**Q:** In zincblende boron nitride the slowest vibration lies at 483 cm⁻¹ at the point L, at 695 at X and at 770 at W. The bonds are the same in all three cases. Why does the wave vector matter so much?

Phonon frequencies of zincblende BN from linear response in Ansatz 0.2.0 (PBE, scalar-relativistic PAW, 420 eV plane-wave cutoff, 12×12×12 k mesh). They are interpolated from the force constants of a 4×4×4 q mesh, with the long-range dipole term but without the quadrupole term. Branches are numbered by rising frequency at each q point.

| row | mode phonon frequency (cm^-1) | mode q point | mode branch |
| --- | --- | --- | --- |
| 1 | 695.0 | X | 1 |
| 2 | 695.0 | X | 2 |
| 3 | 884.4 | X | 3 |
| 4 | 884.4 | X | 4 |
| 5 | 996.5 | X | 5 |
| 6 | 1138.4 | X | 6 |
| 7 | 658.0 | U | 1 |
| 8 | 850.2 | U | 2 |
| 9 | 863.3 | U | 3 |
| 10 | 897.6 | U | 4 |
| 11 | 956.4 | U | 5 |
| 12 | 1064.9 | U | 6 |
| 13 | 658.0 | K | 1 |
| 14 | 850.2 | K | 2 |
| 15 | 863.3 | K | 3 |
| 16 | 897.6 | K | 4 |
| 17 | 956.4 | K | 5 |
| 18 | 1064.9 | K | 6 |
| 19 | 482.7 | L | 1 |
| 20 | 482.7 | L | 2 |
| 21 | 953.9 | L | 3 |
| 22 | 965.5 | L | 4 |
| 23 | 965.5 | L | 5 |
| 24 | 1122.6 | L | 6 |
| 25 | 769.5 | W | 1 |
| 26 | 800.7 | W | 2 |
| 27 | 861.5 | W | 3 |
| 28 | 948.0 | W | 4 |
| 29 | 962.6 | W | 5 |
| 30 | 986.3 | W | 6 |

**A:** The wave vector, listed under "mode q point", fixes how the motion changes phase from cell to cell. It therefore decides which bonds are deformed. A B–N bond resists stretching more than it resists a sideways shift of its ends. In the slowest modes at L and X, atoms whose bond would be stretched move nearly in step, so mainly sideways shifts remain. The frequency then depends on how many bonds are shifted; W needs more than this count. The frequencies come from the PBE calculation, while I argue the patterns of motion from the geometry of the crystal; only for the question of which atom moves in rows 5 and 6 do I use the calculated motions.

**Q:** What does the pattern look like at L?

**A:** Look along the [111] direction. The crystal is a stack of double layers. Inside a double layer, each atom has three slanted bonds; a single upright bond links it to the next double layer. At L, neighbouring double layers move in opposite directions. In the slow mode each one slides sideways almost as a rigid sheet, so the slanted bonds are nearly idle and only the upright bond is shifted.

**Q:** And at X?

**A:** Now look along [100]. Each atom has two bonds to the layer above and two to the layer below, and these pairs lie in planes at right angles to each other. If an atom slides within the plane of one pair, those bonds would stretch, so the neighbours at their far ends move along with it. The other two bonds connect it to atoms moving the opposite way, and both are shifted sideways. X therefore loads two bonds per atom where L loads one.

**Q:** Can I turn that count into a frequency?

**A:** Yes, if you treat B and N as equally heavy, with mass $m$. When an atom moves by $u$ and its neighbour by $-u$, the bond ends shift by $2u$ relative to each other. With $n$ such bonds of sideways stiffness $k$, the restoring force is $2nku$, so the angular frequency $\omega$ obeys

$$\omega^2=\frac{2nk}{m},\qquad \frac{\omega_L}{\omega_X}=\sqrt{\frac{1}{2}}.$$

Starting from 695 cm⁻¹ at X, this gives $695/1.414\approx 491$ cm⁻¹ at L. The calculation has 483, about 2% lower. The X value was the input; the L value was not used.

**Q:** Where should K fall?

**A:** Between the two. Again two bonds per atom are shifted sideways, but their ends are 135° out of phase instead of fully opposed, so each bond is loaded a little less than at X. With the true masses, and with both bond stiffnesses fixed by the transverse modes at X, the model gives 646 cm⁻¹; the calculation gives 658. U is the same point as K in another labelling and adds no second test. The value at K is interpolated without the quadrupole term, but a gap of this size is no surprise for so simple a model: with the true masses it also misses the slow mode at L by 3%.

**Q:** Does the low frequency at L mean that the crystal is softer there as a whole?

**A:** Hardly. The root-mean-square frequency of the six modes is 866 cm⁻¹ at L and 896 at X. If you push one atom and hold all the others, you work against all four bonds, whatever the wave vector. The coupling between B and N only divides this stiffness between a slow and a fast mode. At L the slow mode spares the slanted bonds, and its fast partner, in which B and N move against each other, has to deform them. That partner lies at 966 cm⁻¹, against 884 at X.

**Q:** Then the same two stiffnesses should give the longitudinal modes, where atoms move along the wave vector.

**A:** There the model fails. Its frequencies are about 26% below the calculated ones at X, and between 18% and 31% below at L. The modes at X in rows 5 and 6 show why most clearly. By symmetry only one kind of atom moves in each, so the atoms at the other ends of its bonds stand still. Those bonds then offer the same stiffness in every direction, and the additional force must come from atoms farther away.

**Q:** Which kind of atom moves in which row?

**A:** The heavier nitrogen in row 5 and the lighter boron in row 6: the calculated eigenvectors at X show only nitrogen moving in the first and only boron in the second. The two frequencies have a ratio of 1.142, while equal restoring forces would give the square root of the mass ratio, 1.138. For the same displacement, then, the two kinds of atom feel almost the same force, and the gap between the two modes comes almost entirely from the masses.

**Q:** Is there evidence for forces from farther atoms that does not rest on your bond model?

**A:** Add up the squares of the six frequencies. Forces between B and N, at any distance, contribute the same amount to this sum at every wave vector. Only forces between like atoms can make it vary. From the zone centre, where all cells move alike, the same calculation shows the sum rising by 22% to L and by 30% to X.

**Q:** Why is the rise larger at X?

**A:** Each atom has twelve nearest neighbours of its own kind. At L six of them move against it, at X eight. If this shell alone mattered, the rise at X would be $8/6\approx1.33$ times that at L; the calculated ratio is about 1.4. The output printed below tests this one-shell model, scaled on the zone centre and L, at X, at W and halfway to X.

**Q:** So are these like-atom forces what stiffens the longitudinal modes?

**A:** At X, yes. In rows 5 and 6 the other kind of atom rests, and its forces, from any distance, add up to the same stiffness in every direction. The excess must therefore come from like atoms. At L both kinds of atom move, but the excess in the sum of the two squared longitudinal frequencies must again come from like atoms; forces between B and N only affect how that sum is divided between the two modes. The excess is strongly one-sided. At X the squared frequencies of a transverse pair add up to only 3% more than a third of the zone-centre sum, those of the longitudinal pair to 86% more. A plain spring between like neighbours would give the transverse modes half the longitudinal stiffening, so it does not fit. Bending of the bond angles does: it is what makes a bond stiff sideways, it couples the two like atoms at the ends of each angle, and in its simplest form it stiffens the longitudinal modes at X and L while leaving the transverse ones alone. I expect it to supply a large part. Another part is electric: on average, the field of the charged ions raises longitudinal modes and lowers transverse ones, and for ideal point charges it does so without changing the sum of squares. Judged by the splitting of the optical modes at the zone centre, the electric part is expected to be the smaller one at X; the exact division was not computed.

**Q:** That leaves W. Does your bond count work there?

**A:** Not well. With forces between nearest neighbours only, W would have exactly the same frequencies as X, so the difference between them must come from longer-range forces. The model puts the slowest mode at W about 10% too low. It also makes the two slowest modes equal, whereas the calculation splits them into 770 and 801 cm⁻¹. Unlike at X, the motion at W is no longer purely transverse, so the like-atom forces that stiffen the longitudinal waves can act on it. I expect this to account for part of the high value, not necessarily all of it.

Output of the analysis:

```
lowest frequency at X over lowest at L, computed (equal-mass bond model gives root 2): 1.44
bond model, lowest frequency at L (cm^-1): 497.5
bond model less computed, lowest at L (percent): 3.065
bond model less computed, transverse optical at L (percent): 4.485
bond model, lowest frequency at K (cm^-1): 646.2
bond model less computed, lowest at K (percent): -1.787
bond model less computed, lowest at W, where the model equals X (percent): -9.682
bond model less computed, longitudinal at X, row 5 (percent): -25.5
bond model less computed, longitudinal at X, row 6 (percent): -25.77
bond model less computed, longitudinal at L, row 21 (percent): -31.46
bond model less computed, longitudinal at L, row 24 (percent): -18.47
frequency ratio of row 6 to row 5: 1.142
root of the mass ratio N to B: 1.138
root-mean-square frequency at X (cm^-1): 896.2
root-mean-square frequency at K (cm^-1): 890.3
root-mean-square frequency at L (cm^-1): 866.1
root-mean-square frequency at W (cm^-1): 892
rise of the sum of squares from Gamma to L (percent): 21.67
rise of the sum of squares from Gamma to X (percent): 30.28
like-atom shell scaled on L, predicted less computed rise at X (percent of the rise): -4.611
like-atom shell scaled on L, predicted less computed rise at W (percent of the rise): -0.5432
like-atom shell scaled on L, predicted less computed rise halfway to X (percent of the rise): -8.206
```
